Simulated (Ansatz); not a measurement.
Ligand exchange: Ge(CH3)2F2 + C2H2F4O → Ge(CH3)F3 + C3H5F3O

Species: Ge(CH3)2F2, singlet; C2H2F4O (1,1′-oxybis[1,1-difluoromethane]) `FC(F)OC(F)F`, singlet; Ge(CH3)F3, singlet; C3H5F3O `CC(F)OC(F)F`, singlet. The partners trade CH3 for F: Ge–CH3 and C–F bonds give way to Ge–F and C–CH3.

Shapes, held fixed at every level: PBE0-D4/def2-TZVP. Flexible molecules stand in one conformer, not always the lowest. Programs: Ansatz 0.2.0. Electronic energies: no zero-point or thermal term.

```tsv
level	kind	ΔE (kJ/mol)	less CCSD(T)/def2-TZVPP
PBE-D4/def2-TZVPP	GGA	-85.8	+10.5
B3LYP-D4/def2-TZVPP	global hybrid	-94.2	+2.1
PBE0-D4/def2-TZVPP	global hybrid	-86.8	+9.5
wB97M-V/def2-TZVPP	range-separated hybrid	-93.3	+3.0
wB97X-V/def2-TZVPP	range-separated hybrid	-95.2	+1.1
B2PLYP/def2-TZVPP	double hybrid	-98.3	-2.0
CCSD(T)/def2-TZVPP	coupled cluster or CI	-96.3	0.0
```

The highest level, CCSD(T)/def2-TZVPP, gives ΔE = -96.3 kJ/mol; the levels span -98.3 to -85.8. The column of differences is taken from that level and isn't an error. No measured value is set beside it here. Relativity is left out for Ge unless named. Correlated rows may include outer-core shells of Ge, which these sets cover unevenly.

Every level makes the exchange clearly exothermic, with CCSD(T) at -96.3 kJ/mol, so the preference of fluorine for germanium and of methyl for carbon doesn't hinge on the choice of functional. The driving force is the pairing of bonds: germanium is more electropositive than carbon and forms a strong, highly polar Ge–F bond, while the methyl group trades a relatively weak Ge–C bond for a stronger C–C bond. These gains outweigh the loss of a C–F bond that is itself stabilised by the geminal fluorine and by donation from the ether oxygen lone pair into σ*(C–F).

PBE and PBE0 give nearly the same, least exothermic values, whereas B3LYP lies close to CCSD(T). Admixture of exact exchange alone therefore doesn't account for the spread, which probably reflects how the functionals balance polar Ge–F against C–C bonding. Only B2PLYP overshoots the coupled-cluster exothermicity. The reaction energy reveals nothing about the barrier, which could be substantial for breaking a C–F bond.
